# How the charge under the oxide responds: an n-type 4H-SiC MOS capacitor at 600 K

An ideal MOS capacitor is built on n-type 4H-SiC with $N_D = 10^{16}\ \mathrm{cm^{-3}}$ nitrogen donors and held at 600 K. One thing at a time is changed: the doping, the temperature, the crystal face, the dopant atom, the supply of holes, or the quantity held fixed. Does the semiconductor charge per area $Q_s$ rise or fall, and by how much? At each **Predict**, commit to an answer before reading on.

## The first integral

The interface is at $x=0$ and $x$ increases into the semiconductor. The potential $\psi(x)$ is zero in the neutral bulk, $\psi_s=\psi(0)$, $\phi_t=kT/q$ and $y=\psi/\phi_t$. Positive $\psi$ bends the bands down. The doping is uniform and fully ionised and the carriers obey Boltzmann statistics, so $n=n_0e^{y}$ and $p=p_0e^{-y}$, with $n_0p_0=n_i^2$ and bulk neutrality $N_D=n_0-p_0$. Poisson's equation $\psi''=-q(N_D+p-n)/\varepsilon$ becomes

$$\frac{d^2y}{dx^2}=\frac{1}{L_D^2}\Big[(e^{y}-1)-r\,(e^{-y}-1)\Big],\qquad L_D^2=\frac{\varepsilon\phi_t}{qn_0},\qquad r=\frac{p_0}{n_0}=\Big(\frac{n_i}{n_0}\Big)^2 .$$

**Predict.** The right side does not contain $x$. Which step lowers the order of the equation?

Multiply by $2\,dy/dx$. The left side is $d(y'^2)/dx$, and the right side is the $x$ derivative of a function of $y$. Integrating from the bulk, where $y=y'=0$, gives $y'^2=2F^2/L_D^2$ with

$$F^2(y)=\underbrace{e^{y}-y-1}_{D}+\underbrace{r\,(e^{-y}+y-1)}_{H}.$$

$D$ depends on $y$ alone; $H$ carries $n_i$ and stands for the holes. Since $|\psi|$ decays into the bulk, the field $\mathcal E=-\psi'$ has the sign of $\psi$. Gauss's law from the surface to the field-free bulk gives $0-\varepsilon\mathcal E_s=Q_s$, so

$$\mathcal E_s=\operatorname{sgn}(\psi_s)\,\sqrt2\,\frac{\phi_t}{L_D}\,F(y_s),\qquad Q_s=-\varepsilon\mathcal E_s=-\operatorname{sgn}(\psi_s)\,Q_0F(y_s),\qquad Q_0=\sqrt{2\varepsilon kTn_0}.$$

For p-type material $y\to-y$ inside $F$ and $n_0\leftrightarrow p_0$: $F^2=e^{-y}+y-1+(n_i/p_0)^2(e^{y}-y-1)$, with the same prefactor. Writing $N_D$ for $n_0$, or $N_A$ for $p_0$, needs $n_i$ far below the doping. Near flat band $F\to|y|\sqrt{(1+r)/2}$, and the layer is a linear capacitor of thickness $L_D/\sqrt{1+r}$.

For questions of response the squared form is the handiest:

$$Q_s^2=2\varepsilon kT\Big[N_D\,(e^{y_s}-y_s-1)+\frac{n_i^2}{N_D}\,(e^{-y_s}+y_s-1)\Big].$$

## The reference state

The inputs are typical, approximate values: static permittivity along the $c$ axis $\varepsilon=10.3\,\varepsilon_0$ (gate on the (0001) face), $E_g=3.17$ eV at 600 K, and $N_c=1.7\times10^{19}$, $N_v=2.5\times10^{19}\ \mathrm{cm^{-3}}$ at 300 K, scaled as $T^{3/2}$. Intermediate numbers are carried unrounded. At 600 K, $\phi_t=51.7$ mV, $N_c=4.81\times10^{19}$ and $N_v=7.07\times10^{19}\ \mathrm{cm^{-3}}$, and

$$n_i=\sqrt{N_cN_v}\,e^{-E_g/2kT}=2.8\times10^{6}\ \mathrm{cm^{-3}},\qquad r=8.0\times10^{-20}.$$

Further $L_D=54$ nm, $\sqrt2\phi_t/L_D=13.5$ kV/cm and $Q_0/q=7.67\times10^{10}\ \mathrm{cm^{-2}}$. The surface hole density equals $N_D$ at $\psi_s=-2\phi_F$, with $2\phi_F=\phi_t\ln(1/r)=2.27$ V.

**Predict.** For $\psi_s=+0.20$, $-1.00$ and $-2.50$ V, which term of $F^2$ dominates, and what is the sign of $Q_s$?

| $\psi_s$ (V) | $y_s$ | $D$ | $H$ | $F$ | $\mathcal E_s$ (kV/cm) | $Q_s/q$ ($10^{11}\ \mathrm{cm^{-2}}$) |
|---|---|---|---|---|---|---|
| $+0.20$, accumulation | 3.87 | 43.0 | $2.3\times10^{-19}$ | 6.56 | $+88.4$ | $-5.03$ |
| $-1.00$, depletion | $-19.34$ | 18.34 | $2.0\times10^{-11}$ | 4.28 | $-57.7$ | $+3.29$ |
| $-2.50$, inversion | $-48.35$ | 47.35 | 80.1 | 11.29 | $-152$ | $+8.66$ |

The third figures serve to form ratios within the model. Four neglected or uncertain items set how far the model can be trusted.

*Ionisation.* With nitrogen levels at about 0.06 and 0.12 eV below $E_c$, equally populated, and degeneracy 2, only 0.3 % of the bulk donors are neutral.

*Degeneracy.* The surface densities are $n_s/N_c=0.010$ in accumulation and $p_s/N_v=0.011$ in inversion, so Boltzmann statistics hold.

*The gap.* In inversion $H\propto e^{-E_g/kT}$; a shift of 0.03 eV in $E_g$ changes $H$ by a factor 1.8.

*The wave nature of the carriers.* At a hard wall a Boltzmann gas in a flat potential has density $n_s[1-e^{-4\pi x^2/\lambda^2}]$ with $\lambda=h/\sqrt{2\pi m^*kT}$, which removes $n_s\lambda/4$ carriers per area. With an electron mass of about $0.33\,m_0$ along $c$, $\lambda=5.3$ nm and this deficit is 13 % of the accumulation charge. With a hole mass taken as $m_0$ it is 7 % of the inversion-point charge. These are first estimates, without readjustment of the potential. The depletion point is unaffected.

## Change 1: more donors

**Predict.** $N_D$ rises at fixed $\psi_s$. Does $|Q_s|$ grow at all three points?

*Reasoning.* In the squared form the first term is proportional to $N_D$ and the hole term to $1/N_D$: more electrons in the bulk mean fewer holes there, and so fewer at the surface for the same band bending. In accumulation and depletion only the first term counts, and $|Q_s|\propto\sqrt{N_D}$. In general

$$\frac{\partial\ln|Q_s|}{\partial\ln N_D}=\frac12\,\frac{D-H}{D+H},$$

which runs from $+1/2$ to $-1/2$ and changes sign where $H=D$.

*Calculation.* For large $|y_s|$ the condition $H=D$ reads $|y_s|=\ln(1/r)+\ln(|y_s|-1)$. Its root is $|y_s|=47.8$, or $\psi_s=-2.47$ V. The inversion point lies just beyond, and the sensitivity there is $-0.13$: a small increase of doping lowers the charge. As a function of $N_D$ the charge at $-2.50$ V has a minimum at $N_D\sqrt{H/D}=1.30\times10^{16}\ \mathrm{cm^{-3}}$. The crossover voltage moves one for one with $E_g/q$, and the point lies only 0.03 V past it, so this sign rests on the chosen gap. The existence of the crossover does not.

**Predict.** Now a full decade, $N_D=10^{17}\ \mathrm{cm^{-3}}$. Does the negative slope still give the sign?

It does not. $H$ falls a hundredfold to 0.80, the surface is back at the edge of inversion, $F=6.94$, and $Q_0$ has grown by $\sqrt{10}=3.16$. The charge is $1.68\times10^{12}\ \mathrm{cm^{-2}}$, a factor 1.94 up. Depletion gives $+1.04\times10^{12}$ and accumulation $-1.59\times10^{12}\ \mathrm{cm^{-2}}$, both a factor 3.16. The accumulation figure is the weak one. Now 3 % of the bulk donors are neutral, $n_s/N_c=0.10$, and the wall deficit, which scales as $n_s$ while the charge scales as $\sqrt{n_s}$, reaches 40 % by the same estimate. The rise is certain, but its factor is smaller than 3.16.

## Change 2: heating to 700 K

The gap is taken as about 3.13 eV at 700 K and $\varepsilon$ is kept fixed. Then $\phi_t=60.3$ mV, $n_i=4.0\times10^{8}\ \mathrm{cm^{-3}}$, and $Q_0$ grows by $\sqrt{7/6}=1.080$ to $8.29\times10^{10}\,q\ \mathrm{cm^{-2}}$.

**Predict.** $Q_0$ grows by 8 %. Does the charge follow it at each fixed $\psi_s$?

*Accumulation.* The same 0.20 V is fewer thermal voltages, $y_s=3.32$. With $F\approx e^{y_s/2}$ the exponent wins over the prefactor, and the estimated ratio is 0.82. The full expression gives $F=4.82$ and $Q_s/q=-3.99\times10^{11}\ \mathrm{cm^{-2}}$, a ratio 0.79. It is lower than the estimate because the subtraction $y_s+1$ weighs more against the smaller exponential. The wall deficit drops from 13 % to 8 %, which softens the fall without reversing it.

*Depletion.* Here $kT\,D=q(|\psi_s|-\phi_t)$, so the growth of $Q_0$ cancels against the fall of $|y_s|$, leaving $Q_s=\sqrt{2\varepsilon qN_D(|\psi_s|-\phi_t)}$. The remaining $\phi_t$ is the electron tail at the edge of the depleted layer, which screens part of the donors and widens on heating. The ratio is $\sqrt{(1.00-0.0603)/(1.00-0.0517)}=0.9954$ and $Q_s/q=3.27\times10^{11}\ \mathrm{cm^{-2}}$. A rise of $\varepsilon$ by 0.9 % over these 100 K would cancel the effect, and a temperature coefficient of order $10^{-4}\ \mathrm{K^{-1}}$ is typical of covalent semiconductors. The safe statement is that depletion charge changes by less than about one per cent, with the sign left open.

*Inversion.* Write the hole term as

$$H\simeq\frac{N_cN_v}{N_D^2}\exp\!\Big(-\frac{E_g-q|\psi_s|}{kT}\Big).$$

Three factors push the same way: the prefactor grows by $(7/6)^3=1.59$, the energy in the exponent shrinks from 0.67 to 0.63 eV, and $kT$ grows. The exponent moves from $-12.96$ to $-10.44$, $H$ rises by a factor 19.6 to $1.57\times10^{3}$, and $F=40.2$. The charge is $3.33\times10^{12}\ \mathrm{cm^{-2}}$, a ratio 3.84. Put differently, $2\phi_F$ has fallen from 2.27 to 2.06 V. At this density $p_s/N_v=0.18$ and the wall deficit is 33 %, so the result is best read as roughly threefold.

## Change 3: another crystal face

The gate moves from (0001) to a face parallel to $c$, such as $(11\bar20)$. The field then lies perpendicular to $c$, where the static permittivity is about $9.8\,\varepsilon_0$.

**Predict.** Do $|Q_s|$ and $|\mathcal E_s|$ move the same way?

*Reasoning.* $F$ contains no $\varepsilon$. At fixed $\psi_s$, $Q_s\propto\sqrt\varepsilon$ through $Q_0$, while $\mathcal E_s\propto1/L_D\propto1/\sqrt\varepsilon$. A lower permittivity compresses the whole profile: the same potential drops over a shorter distance that holds less charge.

*Calculation.* $\sqrt{9.8/10.3}=0.975$. The charge falls by 2.5 % and the field rises by 2.5 % at every $\psi_s$. The size depends on the difference of two approximate inputs and is good to one figure. It can be trusted in depletion only. In accumulation the mass normal to the surface changes too; for a value of about $0.58\,m_0$, one of the two in-plane masses, $\lambda$ shrinks by a factor 0.75 and the wall deficit by 3 percentage points, as large as the effect and opposite to it.

## Change 4: aluminium in place of nitrogen

The crystal becomes p-type with $N_A=10^{16}\ \mathrm{cm^{-3}}$.

**Predict.** $\psi_s$ stays at $+0.20$ V. Does $Q_s$ change sign?

It does not: the sign of $Q_s$ is $-\operatorname{sgn}\psi_s$ for either type, because $F\ge0$. The carrier of the charge changes from piled-up electrons to uncovered acceptors. With $y\to-y$, $F^2=e^{-y_s}+y_s-1=2.89$, $F=1.70$ and $Q_s/q=-1.30\times10^{11}\ \mathrm{cm^{-2}}$, a ratio 0.26. At the mirrored potentials $-0.20$, $+1.00$ and $+2.50$ V the formula returns the reference table with the signs of field and charge reversed.

Aluminium is a deeper level, about 0.20 eV above $E_v$ with degeneracy 4, so full ionisation must be tested. With $u=-y$ and $f=p_0/N_A$, the ionised fraction is $1/(1+ae^{u})$, where $a=bf$ and $b=4(N_A/N_v)e^{E_A/kT}=0.0271$. Bulk neutrality $f=1/(1+bf)$ gives $f=0.974$.

**Predict.** In the bulk 2.6 % of the acceptors are neutral. Does the depletion charge fall by half of that?

The charge density still depends on $u$ alone, so the first integral survives. Using $\int_0^u dt/(1+ae^t)=u-\ln\frac{1+ae^u}{1+a}$, and with $r=(n_i/N_A)^2$,

$$\frac{Q_s^2}{2\varepsilon kTN_A}=f\,(e^{u_s}-1)-u_s+\ln\frac{1+ae^{u_s}}{1+a}+\frac{r}{f}\,(e^{-u_s}-1).$$

In depletion $ae^{u_s}\to0$ and $1+a=1/f$, so the right side is $|u_s|-(f-\ln f)$ with $f-\ln f=1.0003$ in place of 1. The charge is unchanged: where the holes are gone, every acceptor is ionised. In accumulation the right side is 42.6 instead of 43.0, and $|Q_s|$ falls by 0.5 %, since the smaller $p_0$ is partly offset by acceptors turning neutral near the surface. In inversion the minority density $n_i^2/p_0$ is larger by $1/f$, the electron term goes from 80.1 to 82.2, the total from 127.5 to 129.6, and $|Q_s|$ rises by 0.8 %. Both shifts are far below the wall deficit, which also breaks the mirror symmetry because electrons and holes exchange roles.

## Change 5: no time for the holes

Equilibrium inversion needs holes, and an isolated capacitor must generate them. With an illustrative generation lifetime $\tau_g=1\ \mu$s, a depleted width $W=0.53\ \mu$m supplies $n_iW/\tau_g=1.5\times10^{8}\ \mathrm{cm^{-2}s^{-1}}$.

**Predict.** The surface is taken to $-2.50$ V much faster than holes arrive. Which of the three points notices, and by how much?

The electrons still follow $n_0e^{y}$, and the first integral holds with $H$ deleted. Accumulation and depletion are unchanged. At $-2.50$ V, $F=\sqrt{47.35}=6.88$ and $Q_s/q=5.28\times10^{11}\ \mathrm{cm^{-2}}$, which is the origin of $W=Q_s/qN_D$ above. The ratio is 0.61. Deleting 63 % of $F^2$ removes only 39 % of the charge, because the parts add under the root. The missing $3.4\times10^{11}\ \mathrm{cm^{-2}}$ would take roughly $2\times10^{3}$ s at the rate above, so this deep-depletion state is a realistic alternative to the equilibrium value even at 600 K.

## Change 6: fixing the gate instead of the surface

The gate carries $-Q_s$, so $V_G-V_{FB}=\psi_s-Q_s/C_{ox}$ for an oxide without interface charge. For 50 nm of SiO$_2$ with a typical permittivity $3.9\,\varepsilon_0$, $C_{ox}=6.91\times10^{-8}\ \mathrm{F/cm^2}$. At the inversion point the oxide drop is 2.01 V and $V_G-V_{FB}=-4.51$ V.

**Predict.** Heat to 700 K again, holding $V_G-V_{FB}=-4.51$ V. Is the charge still nearly four times larger?

*Reasoning.* It cannot be: that charge would need an oxide drop of 7.7 V, more than the whole applied voltage. In inversion $|\psi_s|$ stays a few $\phi_t$ beyond $2\phi_F$, which has fallen by 0.22 V. The oxide inherits about that much on top of 2.01 V, so expect a gain near 10 %.

*Calculation.* Solving $|\psi_s|+Q_0F/C_{ox}=4.51$ V with the 700 K inputs gives $\psi_s=-2.33$ V, an oxide drop of 2.18 V and $Q_s/q=9.4\times10^{11}\ \mathrm{cm^{-2}}$, a ratio 1.09. The gain is below 0.22 V because the margin beyond $2\phi_F$ scales with the larger $\phi_t$.

One more term rivals this effect if $V_G$ itself is held. With $qV_{FB}=q\phi_M-q\chi-(E_c-E_F)$ and $E_c-E_F=kT\ln(N_c/N_D)$ rising from 0.438 to 0.525 eV, $V_{FB}$ falls by 0.087 V when work function $\phi_M$ and affinity $\chi$ are assumed constant. The magnitude of $V_G-V_{FB}$ shrinks by that amount, and the oxide drop is 2.10 V, about half the gain. Interface traps, which are plentiful at real SiC/SiO$_2$ interfaces, enter this gate relation but leave $Q_s(\psi_s)$ untouched.

## The responses side by side

Ratios of $|Q_s|$ to the reference value, within the classical model:

| Change | accumulation | depletion | inversion |
|---|---|---|---|
| $N_D\times10$, fixed $\psi_s$ | 3.16 | 3.16 | 1.94 |
| 700 K, fixed $\psi_s$ | 0.79 | 0.995 | 3.84 |
| field perpendicular to $c$ | 0.975 | 0.975 | 0.975 |
| Al, mirrored $\psi_s$, partial ionisation | 0.995 | 1.000 | 1.008 |
| holes absent | 1.000 | 1.000 | 0.61 |

**Predict.** Which row would change if 4H-SiC were replaced by a polytype that differed only in having a smaller gap?

The gap enters through $n_i$ and so through $H$ alone. The accumulation column would stand as it is, and so would the depletion column as long as $2\phi_F$, which falls one for one with $E_g/q$, stays well above 1.00 V. In the inversion column the larger $H/D$ would drive the doping sensitivity towards $-1/2$, lower the ratio for absent holes, and leave the permittivity ratio at 0.975.